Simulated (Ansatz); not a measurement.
## Ligand exchange: C2H4 + C2H7BS2 → C2H4S + C2H7BS

Species: C2H4 (ethylene) `C=C`, singlet; C2H7BS2 `CCB(S)S`, singlet; C2H4S `C=CS`, singlet; C2H7BS `CCBS`, singlet. The partners trade H for SH: C–H and B–SH bonds give way to C–SH and B–H.

Shapes, held fixed at every level: PBE0-D4/def2-TZVP. Flexible molecules stand in one conformer, not always the lowest. Programs: Ansatz 0.2.0. Electronic energies: no zero-point or thermal term.

```tsv
level	kind	ΔE (kJ/mol)	less CCSD(T)/CBS estimate	CPU time (sum over the molecules)
r2SCAN-D4/def2-TZVPP	meta-GGA	+108.2	-4.4	45 s
B3LYP-D4/def2-TZVPP	global hybrid	+107.0	-5.6	48 s
wB97M-V/def2-TZVPP	range-separated hybrid	+109.9	-2.7	98 s
wB97X-V/def2-TZVPP	range-separated hybrid	+108.3	-4.3	71 s
MP2/def2-TZVPP	perturbation theory	+116.1	+3.5	–
CCSD(T)/def2-TZVPP	coupled cluster or CI	+112.8	+0.2	15 min
CCSD/def2-TZVPP	coupled cluster or CI	+111.6	-1.0	–
CCSD(T)/CBS estimate	coupled cluster or CI	+112.6	0.0	20 min
```

The highest level, CCSD(T)/CBS estimate, gives ΔE = +112.6 kJ/mol; the levels span +107.0 to +116.1. The column of differences is taken from that level and isn't an error. No measured value is set beside it here. The CBS estimate extrapolates MP2 from def2-TZVPP and def2-QZVPP and adds CCSD(T) − MP2 in the triple-zeta set, cores frozen. Times are processor times on shared x86 and Arm servers, and rough.

Moving SH from boron to the vinyl carbon is strongly uphill at every level, with +112.6 kJ/mol at the highest, so the preference of sulfur for boron doesn't hinge on the choice of method. The exchange gives up a strong vinylic C–H bond and a polar B–S bond, the latter reinforced by donation from a sulfur lone pair into the formally empty boron p orbital. Conjugation of sulfur with the C=C π system in the enethiol is probably a weaker compensation, since that π system is already filled.

All four functionals make the exchange less uphill than the coupled-cluster reference, whereas MP2 makes it more so. The near agreement of r2SCAN-D4 and wB97X-V suggests that exact exchange alone doesn't govern the remaining offset. The small shift from CCSD to CCSD(T) fits closed-shell species without pronounced multireference character. The reaction energy alone can't separate the π donation at boron from the differences in σ-bond strength.
